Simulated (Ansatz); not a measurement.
## SO: the change of energy above lowest point and pressure with volume per atom

Equation of state of a cubic crystal from periodic Kohn-Sham density functional theory without spin; pressure corrected for the finite basis. The results are calculated, by Ansatz 0.2.0 development build.

Cell of the first row (space group Fm-3m, No. 225):
```
cell vectors (Å)
   0.0000     2.2638     2.2638
   2.2638     0.0000     2.2638
   2.2638     2.2638     0.0000
atoms (fractions of the cell vectors)
S   0.00000  0.00000  0.00000
O   0.50000  0.50000  0.50000
```

Settings of every row: formula SO; structure type rock salt; functional PBE; spin treatment none; k mesh 21x21x21; occupation method fermi-dirac; occupation width 0.061225619 eV; wave cutoff 420 eV; datasets soft-1 PAW; density cutoff ratio 4.

Limits: a cubic model structure, not a phase known at ambient conditions.

```csv
row,volume per atom (Å³),energy above lowest point (meV/atom),pressure (GPa)
1,11.602,20.14,9.176
2,11.849,8.67,5.789
3,12.096,2.13,2.758
4,12.342,0,0.044
5,12.589,1.84,-2.386
6,12.836,?,?
7,13.083,15.77,-6.505
```

Question: what energy above lowest point and pressure should row 6 give?

Worked fit of energy above lowest point. Take u = (V_r/V)^(2/3) − 1 with V_r = 12.219 Å³ an atom, which is twice the finite (Eulerian) strain; such expansions in the strain, on which the Birch-Murnaghan equation of state is built, carry the rest volume and the bulk modulus. The shown rows have u = 0.03515, 0.02071, 0.00677, -0.00666, -0.01969, -0.04453. Least squares give energy above lowest point = 0.55 + 156.49 × u + 11310 × u² + 2690 × u³ meV/atom; a parabola predicts inner rows, each left out in turn, worse (root mean square 0.055 against 0.014 meV/atom). The rows lie off it by 0.00, 0.00, 0.00, -0.01, 0.01, 0.00. Its lowest point lies at u = -0.0069, or V = 12.35 Å³ an atom, and the curvature there gives the bulk modulus at fixed shape and fractions, B = (4/9)(1 + u)² E″(u)/V = 128 GPa. The withheld row has u = -0.03231, so the fit gives 0.55 + 156.49 × (-0.03231) + 11310 × (-0.03231)² + 2690 × (-0.03231)³ = 7.21 meV/atom.

The calculation gave 7.22 meV/atom. The fit lies 0.01 meV/atom (0.05 % of the column's range) below it, one unit of the last digit.

Worked fit of pressure. Take u = (V_r/V)^(2/3) − 1 with V_r = 12.219 Å³ an atom, which is twice the finite (Eulerian) strain; such expansions in the strain, on which the Birch-Murnaghan equation of state is built, carry the rest volume and the bulk modulus. The shown rows have u = 0.03515, 0.02071, 0.00677, -0.00666, -0.01969, -0.04453. Least squares give pressure = 1.364 + 201.691 × u + 574.21 × u² + 297 × u³ GPa; a parabola predicts inner rows, each left out in turn, worse (root mean square 0.0063 against 0.0032 GPa). The rows lie off it by 0.000, -0.001, 0.002, -0.002, 0.001, 0.000. The pressure vanishes at u = -0.0069, or V = 12.35 Å³ an atom, and there the bulk modulus at fixed shape and fractions is B = −V dP/dV = (2/3)(1 + u) dP/du = 128 GPa. The withheld row has u = -0.03231, so the fit gives 1.364 + 201.691 × (-0.03231) + 574.21 × (-0.03231)² + 297 × (-0.03231)³ = -4.563 GPa.

The calculation gave -4.561 GPa. The fit lies 0.002 GPa (0.013 % of the column's range) below it; its largest miss of a shown row is 0.002 GPa.
